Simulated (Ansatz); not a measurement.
A series in volume scale on Co

Plane-wave DFT, scalar-relativistic PAW made under PBE with cores redone for the functional, no dispersion; the given relaxed cell is scaled uniformly, energy at zero smearing counts from the unscaled cell, pressure at the given Fermi-Dirac smearing is positive in compression. The results are calculated, by Ansatz 0.2.0.

The cell before it is scaled or strained (space group P6_3/mmc, No. 194):
```
CELL_PARAMETERS angstrom
2.49350 0.00000 0.00000
-1.24680 2.15950 0.00000
0.00000 0.00000 4.02780
ATOMIC_POSITIONS crystal
Co 0.33333 0.66667 0.25000
Co 0.66667 0.33333 0.75000
```

Settings of every row: spin polarised yes; functional PBE; wave cutoff 420 eV; smearing width 0.05 eV; k mesh 24x24x13.

Atom:
| element | starting moment (Bohr magneton) |
| --- | --- |
| Co | 1.69 |
| Co | 1.69 |

| row | volume scale | V (Å³/atom) | pressure (GPa) | energy change per atom (meV) | largest site moment (Bohr magneton) |
| --- | --- | --- | --- | --- | --- |
| 1 | 0.88 | 9.543 | 37.54 | 135.58 | 1.57 |
| 2 | 0.92 | 9.977 | ? | ? | ? |
| 3 | 0.96 | 10.411 | 9.98 | 13.38 | 1.65 |
| 4 | 1.04 | 11.278 | -7.36 | 10 | 1.72 |
| 5 | 1.08 | 11.712 | -13.54 | 38.77 | 1.75 |
| 6 | 1.12 | 12.146 | -18.43 | 82.61 | 1.77 |

Question: what pressure and energy change per atom should row 2 give?

Worked fit of pressure. Take u = (V_r/V)^(2/3) − 1 with V_r = 11.278 Å³ an atom, which is twice the finite (Eulerian) strain; such expansions in the strain, on which the Birch-Murnaghan equation of state is built, carry the rest volume and the bulk modulus. The shown rows have u = 0.1178, 0.05477, 0, -0.02486, -0.04823. Least squares give pressure = −7.497 + 270.157 × u + 948.52 × u² GPa; a straight line predicts inner rows, each left out in turn, worse (root mean square 3.2 against 0.28 GPa). The rows lie off it by 0.05, -0.16, 0.14, 0.09, -0.11 (root mean square 0.12 GPa). The withheld row has u = 0.08515, so the fit gives −7.497 + 270.157 × (0.08515) + 948.52 × (0.08515)² = 22.38 GPa.

The calculation gave 22.08 GPa. The fit lies 0.30 GPa (1.4 % of the value, 0.54 % of the column's range) above it; its largest miss of a shown row is 0.16 GPa.

Worked fit of energy change per atom. Take u = (V_r/V)^(2/3) − 1 with V_r = 11.278 Å³ an atom, which is twice the finite (Eulerian) strain; such expansions in the strain, on which the Birch-Murnaghan equation of state is built, carry the rest volume and the bulk modulus. The shown rows have u = 0.1178, 0.05477, 0, -0.02486, -0.04823. Least squares give energy change per atom = 9.479 − 772.461 × u + 15629.59 × u² meV; a straight line predicts inner rows, each left out in turn, worse (root mean square 52 against 1.1 meV). The rows lie off it by 0.21, -0.68, 0.52, 0.43, -0.48 (root mean square 0.49 meV). The withheld row has u = 0.08515, so the fit gives 9.479 − 772.461 × (0.08515) + 15629.59 × (0.08515)² = 57.03 meV.

The calculation gave 55.87 meV. The fit lies 1.16 meV (2.1 % of the value, 0.92 % of the column's range) above it; its largest miss of a shown row is 0.68 meV.

The other values of row 2: largest site moment 1.61 Bohr magneton.
